**Eu⁴⁺ (4f⁵) in a cubic crystal field: where χT leaves the straight line**

The quantity is $\chi T$, the molar powder susceptibility $\chi$ times the temperature $T$, in cm³ K/mol. It comes from the levels of one relativistic 4f⁵ configuration in a parametric cubic field, put into Van Vleck's zero-field formula. Each level $n$, of energy $E_n$, contributes $C_n+\alpha_nT$, weighted by its Boltzmann share $p_n$:

$$\chi T=\sum_n p_n\,(C_n+\alpha_nT),\qquad \alpha_n\propto\sum_{m}\frac{2\,|\langle m|\mu_z|n\rangle|^2}{E_m-E_n}$$

Here $\mu_z=L_z+g_eS_z$ is, up to its sign, the moment along the field in Bohr magnetons and $m$ runs over the states of all other levels. $C_n$, the Curie part, collects the same squared elements between the states inside level $n$. A level above $n$ adds to $\alpha_n$ and a level below subtracts from it.

Molar powder susceptibility times temperature, χT, of Eu⁴⁺ (4f⁵) by Van Vleck's formula, computed with radial Dirac CI 1 for one Dirac-Coulomb-Breit configuration with KLI orbitals and model QED. Valence Slater integrals are scaled by 0.75; the Oh crystal field has Wybourne parameters B40 = −2660, B44 = −1589.7, B60 = −1120 and B64 = 2095.3 cm⁻¹.

```csv
temperature (K),χT (cm3 K/mol)
2,0.04656
5,0.04912
10,0.05337
20,0.06189
50,0.08743
100,0.1296
200,0.2075
300,0.2781
```

**The state.** All rows belong to one run. The ground level is a $\Gamma_8$ (G8) quartet with spin 2.447 and effective $J=2.63$, essentially $^6H_{5/2}$; the fractional values reflect spin-orbit and crystal-field mixing. An odd electron count keeps the ground level magnetic, so $\chi T$ stays finite as $T\to0$, unlike Eu³⁺ with its $J=0$ ground level. The cubic field splits $J=5/2$ into $\Gamma_8$ and a $\Gamma_7$ doublet, and negative $B_{40}$ puts the quartet lower. Negative $B_{40}$ together with negative $B_{60}$ is the point-charge pattern of a twelve-fold cuboctahedral site, not of an octahedron. In the run $\Gamma_7$ lies at $\Delta=323.2$ cm⁻¹ ($\Delta/k=465.1$ K) and the $J\approx7/2$ levels begin at 1355.6 cm⁻¹.

**The smooth part.** While only $\Gamma_8$ is occupied the sum has a single term and $\chi T=C+\alpha T$ is exactly linear. A least-squares line through the five rows from 2 to 50 K gives $C=0.04486$ cm³ K/mol and $\alpha=8.51\times10^{-4}$ cm³/mol, and all five lie on it within the last printed digit. The rise is temperature-independent paramagnetism of one level. It cannot be thermal population, since $\Gamma_7$ holds $5\times10^{-5}$ of the ions at 50 K, and it cannot be exchange, since the calculation has a single ion. The Van Vleck term overtakes the Curie term at $C/\alpha=53$ K because $C$ is small: in $^6H_{5/2}$ orbital and spin moments nearly cancel, leaving $g=2/7$. The line passes the free-ion Curie value 0.0893 at 52 K without any change of slope, so that value marks no plateau.

**The rows that break it.** The three highest rows fall below the line, by 0.0004 at 100 K, 0.0076 at 200 K and 0.0222 at 300 K, or 0.3%, 3.6% and 7.4% of the line's value. The smallest is eight times the rounding of its row. $\chi T$ still rises at 300 K, with a slope of $7.06\times10^{-4}$ between the last two rows.

With a second level the formula gives the deviation directly. Writing $p$ for the $\Gamma_7$ share,

$$\chi T-(C+\alpha T)=p\,(\Delta C+\Delta\alpha\,T),\qquad p\approx\frac{2e^{-\Delta/kT}}{4+2e^{-\Delta/kT}},$$

where $\Delta C$ and $\Delta\alpha$ are the $\Gamma_7$ values minus those of $\Gamma_8$. If $\Delta\alpha T$ dominates, the deviation grows as $pT$, with nothing to adjust once $\Delta$ is taken from the run. Measured with the run's unrounded values against a line through 2 to 20 K, the deviation grows by factors of 207, 19.3 and 2.90 over the steps 50 to 100, 100 to 200 and 200 to 300 K. The product $pT$ grows by 208, 19.6 and 3.08. A smooth $T^2$ curvature would give 4, 4 and 2.25 and is excluded. The Boltzmann weight is built into Van Vleck's formula, so this agreement identifies the responsible level and is no test of the physics.

A straight line through deviation$/p$ at 100 and 200 K gives $\Delta\alpha=-8.1\times10^{-4}$ cm³/mol and $\Delta C=-0.002$ cm³ K/mol. The two trade against each other, so all that is read from $\Delta C$ is that it is small beside $\Delta\alpha T$. The main result is that $\alpha(\Gamma_7)$ is close to zero, a few $10^{-5}$: an ion promoted to $\Gamma_7$ loses almost its whole Van Vleck term.

**Worked row, 300 K, outside both fits.** The factor is $e^{-465.1/300}=0.212$, so $p\approx0.424/4.424=0.0958$. The line gives $0.04486+300\times8.515\times10^{-4}=0.3003$. The correction is $0.0958\times(-0.0021-0.2430)=-0.0235$, which predicts 0.2768 against 0.2781 in the table. The remainder of $+0.0013$ is 6% of the break. The $J\approx7/2$ levels hold 0.16% of the ions at 300 K, and charging the remainder to them implies about 1.1 cm³ K/mol for such an ion, near the LS Curie value of 1.34 for $J=7/2$. Sign and size fit, although one row cannot establish the assignment. These levels raise $\chi T$, so they soften the break and cannot be its cause. At 50 K, also outside the fit, the predicted deviation matches the run's $-1.9\times10^{-6}$ to 2%.

**Why the upper level carries less.** The simpler system is a two-level atom in an electric field. The field mixes the two states, pushes the lower one down and the upper one up by the same amount, and the polarisability follows the difference of the populations, fading as $kT$ approaches the gap. The $\Gamma_8$–$\Gamma_7$ pair does the same in a magnetic field, with one change from degeneracy: the summed coupling is shared among four lower states but only two upper ones, so a term $+a$ in $\alpha(\Gamma_8)$ appears as $-2a$ in $\alpha(\Gamma_7)$. The analogy stops there, because both levels also couple upward to $J=7/2$, which is positive for each, and both have Curie parts. A near-zero $\alpha(\Gamma_7)$ is then a cancellation between the downward and the upward term. This argument gives the sign of the pair's own contribution to the break, but neither its size nor the sum with the other terms.

An unfitted model was tried for the size: the $^6H$ term alone ($L=5$, $S=5/2$), with the same field, multiplet centres taken from the run's levels (only $J=15/2$ set to a rough value) and $J=5/2$ placed by the run's stabilisation energy. With $J$ kept pure it gives $C=0.0547$ and $\alpha=7.1\times10^{-4}$, too high and too low. Letting the field mix $J$ moves both towards the run, to 0.0507 and $8.1\times10^{-4}$, and gives effective $J$ of 2.64 and 2.56 against the run's 2.63 and 2.55. So $J$ mixing is real and acts in the right direction for these quantities, though not for the gap or the break at 300 K. In both versions the coupling to $J=7/2$ is the larger part of $\alpha(\Gamma_8)$ and both parts are of order $10^{-4}$; the model does not support a finer split.

It fails on the doublet. The mixed version puts $\Gamma_7$ at 410 cm⁻¹ instead of 323 and leaves $\alpha(\Gamma_7)$ at $2.5\times10^{-4}$. Its break at 300 K is $-0.0077$ (pure $J$: $-0.0095$) against the run's $-0.0222$. Its $\chi T$ is within 3% of the table from 100 K up yet 12% high at 2 K, so the closeness at 300 K owes something to errors that offset each other. Part of the misfit in $\alpha(\Gamma_7)$ comes from the gap itself: the pair term goes as one over the gap, so rescaling that term alone to the run's gap, with the same matrix elements, lowers the model's $\alpha(\Gamma_7)$ to about $1.4\times10^{-4}$; a lower doublet also lies further from $J=7/2$, which would reduce the upward term and bring the value down somewhat more. Within one 4f⁵ configuration the states the model leaves out are $^6F$, $^6P$ and the terms of lower spin, so their admixture is the natural source of the smaller gap itself as well as of the remaining misfit, which is only a fraction of either of the two terms that cancel. How the effect divides between $^6F$ and the quartets is not computed here, but the run's spin of 2.447 rather than 2.5 shows that states of lower spin are present.

**A neighbouring case.** The two-level expression passes $5\times10^{-6}$ at 56 K and $5\times10^{-5}$ at 73 K, about an eighth and a sixth of $\Delta/k$. Since the onset is exponential, it should move roughly in proportion to the first gap: a weaker field shortens the linear range. It should also deepen the break: the downward pair term grows as one over the gap while the upward term to $J=7/2$ changes little, so $\alpha(\Gamma_7)$ turns negative, and its near-zero value here belongs to this field strength. Reversing the signs of $B_{40}$ and $B_{44}$ together should put the doublet lowest and raise the prefactor of $p$ from 2/4 to 4/2, bringing the break earlier for a similar gap. Its shape could differ as well: with the Curie parts of the pure-$J$ model (0.0547 for the quartet against 0.0210 for the doublet) a promoted ion would gain Curie part while losing Van Vleck term, and the first departure could be upward. But $J$ mixing reverses that order in the present field (0.0507 against 0.0748), and the reversed field was not computed, so the direction of the first departure remains open. The values of $C$, $\alpha$ and $\Delta$ belong to the chosen field, the 0.75 Slater scaling and orbitals from exchange-only KLI potentials, and covalency and charge transfer, left out of the run, may alter them for an ion as oxidising as Eu⁴⁺.

The table and the run's level energies together show that $\Gamma_7$ has almost no Van Vleck term. The $^6H$ model gives the two opposing terms but not their balance, which depends on the gap and so on the states outside $^6H$ that the model omits.
